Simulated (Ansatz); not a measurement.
# TaN: energy above lowest point and pressure against volume scale

All results are calculated (Ansatz 0.2.0). Free energy against uniform scaling of the volume at fixed shape and fractions; periodic cell, basis, potentials, k mesh and filling as listed.

The cell before it is scaled or strained (space group P6/mmm, No. 191):
```
CELL_PARAMETERS angstrom
5.20820 0.00000 0.00000
-2.60410 4.51050 0.00000
0.00000 0.00000 2.91770
ATOMIC_POSITIONS crystal
Ta 0.00000 0.00000 0.00000
Ta 0.33333 0.66667 0.50000
Ta 0.66667 0.33333 0.50000
N 0.50000 0.00000 0.00000
N 0.50000 0.50000 0.00000
N 0.00000 0.50000 0.00000
```

Settings of every row: functional r2SCAN; dispersion none; potentials PAW; wave cutoff 600 eV; density cutoff 2400 eV; k mesh 5x5x8; k shift 0x0x0; occupations gaussian; smearing width 0.1 eV; spin none.

Limits: coarse k mesh, up to 40 meV an atom off; no spin-orbit coupling, which can matter with elements this heavy.

| row | volume scale | V (Å³/atom) | energy above lowest point (meV/atom) | pressure (GPa) |
| --- | --- | --- | --- | --- |
| 1 | 0.9406 | 10.745 | 52.4 | 24.4 |
| 2 | 0.9703 | 11.084 | 14.1 | 12.08 |
| 3 | 1 | 11.424 | 0 | 1.54 |
| 4 | 1.0297 | 11.763 | ? | ? |
| 5 | 1.0594 | 12.102 | 30.8 | -15.23 |

Question: what energy above lowest point and pressure should row 4 give?

Worked fit of energy above lowest point. Take u = (V_r/V)^(2/3) − 1 with V_r = 11.254 Å³ an atom, which is twice the finite (Eulerian) strain; such expansions in the strain, on which the Birch-Murnaghan equation of state is built, carry the rest volume and the bulk modulus. The shown rows have u = 0.03134, 0.0102, -0.00995, -0.04728. Least squares give energy above lowest point = 4.26 + 699.4 × u + 26668 × u² meV/atom; a straight line predicts inner rows, each left out in turn, worse (root mean square 26 against 0.14 meV/atom). The rows lie off it by 0.0, -0.1, 0.1, 0.0. Its lowest point lies at u = -0.0131, or V = 11.48 Å³ an atom, and the curvature there gives the bulk modulus at fixed shape and fractions, B = (4/9)(1 + u)² E″(u)/V = 322 GPa. Letting shape and atoms relax would as a rule lower it, by much in layered, chain or molecular crystals. The withheld row has u = -0.02906, so the fit gives 4.26 + 699.4 × (-0.02906) + 26668 × (-0.02906)² = 6.5 meV/atom.

The calculation gave 6.6 meV/atom. The fit lies 0.1 meV/atom (1.5 % of the value, 0.19 % of the column's range) below it, one unit of the last digit.

Worked fit of pressure. Take u = (V_r/V)^(2/3) − 1 with V_r = 11.254 Å³ an atom, which is twice the finite (Eulerian) strain; such expansions in the strain, on which the Birch-Murnaghan equation of state is built, carry the rest volume and the bulk modulus. The shown rows have u = 0.03134, 0.0102, -0.00995, -0.04728. Least squares give pressure = 6.611 + 525.26 × u + 1340.8 × u² GPa; a straight line predicts inner rows, each left out in turn, worse (root mean square 1.3 against 0.057 GPa). The rows lie off it by 0.01, -0.03, 0.02, 0.00. The pressure vanishes at u = -0.0130, or V = 11.48 Å³ an atom, and there the bulk modulus at fixed shape and fractions is B = −V dP/dV = (2/3)(1 + u) dP/du = 323 GPa. Letting shape and atoms relax would as a rule lower it, by much in layered, chain or molecular crystals. The withheld row has u = -0.02906, so the fit gives 6.611 + 525.26 × (-0.02906) + 1340.8 × (-0.02906)² = -7.52 GPa.

The calculation gave -7.5 GPa. The fit lies 0.02 GPa (0.05 % of the column's range) below it; its largest miss of a shown row is 0.03 GPa.
